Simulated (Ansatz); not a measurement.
**Abstraction of H: CHF3S + B2NH4 → CSF3 + B2NH5**

Species: CHF3S (trifluoromethanethiol) `FC(F)(F)S`, singlet; B2NH4 `B[N]B`, doublet; CSF3 `FC(F)(F)[S]`, doublet; B2NH5 `BNB`, singlet. A radical takes H: the energy is the difference in strength between the S–H bond broken and the N–H bond made.

Shapes, held fixed at every level: PBE0-D4/def2-TZVP. Programs: Ansatz 0.2.0. The zero-point and thermal change to 298 K, harmonic and unscaled (PBE0-D4/def2-TZVP), is +16.4 kJ/mol.

Question: Estimate ΔH(298 K) of this reaction.

Answer: The highest level, CCSD(T)/CBS estimate, gives ΔH(298 K) = -48.6 kJ/mol; the levels span -53.4 to -8.8. The column of differences is taken from that level and isn't an error. No measured value is set beside it here. Open shells run unrestricted unless RO is named. The CBS estimate extrapolates MP2 from def2-TZVPP and def2-QZVPP and adds CCSD(T) − MP2 in the triple-zeta set, cores frozen. Times are processor times on shared x86 and Arm servers, and rough.

```
               level                    kind  ΔH(298 K) (kJ/mol)  less CCSD(T)/CBS estimate  CPU time (sum over the molecules)
         HF/def2-SVP            Hartree–Fock               -53.4                       -4.8                                  –
    SPW92/def2-TZVPP                     LDA                -8.8                      +39.8                               17 s
 B3LYP-D4/def2-TZVPP           global hybrid               -28.6                      +20.0                               56 s
  PBE0-D4/def2-TZVPP           global hybrid               -31.0                      +17.6                               42 s
  wB97M-V/def2-TZVPP  range-separated hybrid               -38.2                      +10.4                            2.4 min
    CCSD(T)/def2-SVP   coupled cluster or CI               -51.3                       -2.7                               34 s
  CCSD(T)/def2-TZVPP   coupled cluster or CI               -50.8                       -2.2                             13 min
CCSD(T)/CBS estimate   coupled cluster or CI               -48.6                        0.0                             16 min
```

Hydrogen transfer from sulfur to nitrogen is exothermic at every level, so the N–H bond formed is stronger than the S–H bond broken. The main reason is orbital size: the compact nitrogen 2p orbital overlaps hydrogen 1s better than the diffuse sulfur 3p does, and the N–H bond is also more polar. The vibrational contribution of +16.4 kJ/mol opposes the reaction, as expected when a soft S–H oscillator is replaced by a stiffer N–H one.

The coupled-cluster values move little with basis set, helped by the conservation of bond count and unpaired electrons. The density functionals all make the reaction less exothermic, LDA most of all, possibly because they overstabilise a nitrogen radical whose spin can spread onto the electron-poor boryl groups. Hartree–Fock lands near the coupled-cluster result probably through cancellation, not because correlation is unimportant. The direction of hydrogen transfer is therefore well supported, whereas its size is sensitive to the functional. The exothermicity alone doesn't establish a low barrier or fast abstraction.
